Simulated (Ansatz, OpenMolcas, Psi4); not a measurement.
**A ladder of methods for InCl3 (SMILES [Cl][In]([Cl])[Cl])**

InCl3: 4 atoms, total charge 0, spin state singlet. SMILES: `[Cl][In]([Cl])[Cl]`. Geometry: relaxed at PBE0-D4/def2-TZVP.

```csv
atom,x (Å),y (Å),z (Å)
Cl,-0.2029,0.5215,2.2136
In,0.0144,-0.0148,-0.0053
Cl,1.0159,-1.9852,-0.6153
Cl,-0.7720,1.4183,-1.6132
```

Each level gives the energy change with the In2–Cl3 bond stretched from 2.293 to 5.045 Å (eV). The values are calculated.

```
                                          level                    kind     program  value (eV)  CPU time (all runs)
    BLYP/def2-SVP (core potential) (restricted)                     GGA      Ansatz        3.46                 12 s
   BHLYP/def2-SVP (core potential) (restricted)           global hybrid  OpenMolcas        4.97                 25 s
 r2SCAN0/def2-SVP (core potential) (restricted)         hybrid meta-GGA      Ansatz        4.74                 33 s
   HSE06/def2-SVP (core potential) (restricted)  range-separated hybrid        Psi4        4.41                2 min
   wB97X/def2-SVP (core potential) (restricted)  range-separated hybrid      Ansatz        5.42                 54 s
  B2PLYP/def2-SVP (core potential) (restricted)           double hybrid  OpenMolcas        4.09                 36 s
RPA@PBE0/def2-SVP (core potential) (restricted)                     RPA      Ansatz        4.18                 28 s
 BCCD(T)/def2-SVP (core potential) (restricted)   coupled cluster or CI      Ansatz        3.58                 40 s
```

The first shape isn't each level's own minimum. The values span 3.46 to 5.42 eV. In the correlated wave-function rows the outer d shell of In is correlated, in sets not made for it. CPU times are rough (shared hosts, several kinds of processor and program).

Stretching one In–Cl bond costs between 3.46 and 5.42 eV, a spread too wide to give a reliable bond strength. The polar σ bond should break into two radicals, InCl2 and Cl, because at large separation the electron affinity of chlorine doesn't repay the ionisation of InCl2. A restricted singlet keeps the bonding pair in one shared orbital and so retains too much ionic character, which makes the stretched end a problem of static correlation. BLYP and BHLYP show the effect most directly: the value rises from 3.46 to 4.97 eV, probably because exact exchange removes the semilocal exchange that partly mimics left-right correlation. B2PLYP, at 4.09 eV, shows that exact exchange alone doesn't order the whole table.

BCCD(T), at 3.58 eV, is no safe reference here, since perturbative triples can overcorrect when bonding and antibonding orbitals approach degeneracy. Its closeness to BLYP therefore doesn't validate that functional, and the ranking says little about accuracy near the equilibrium geometry.
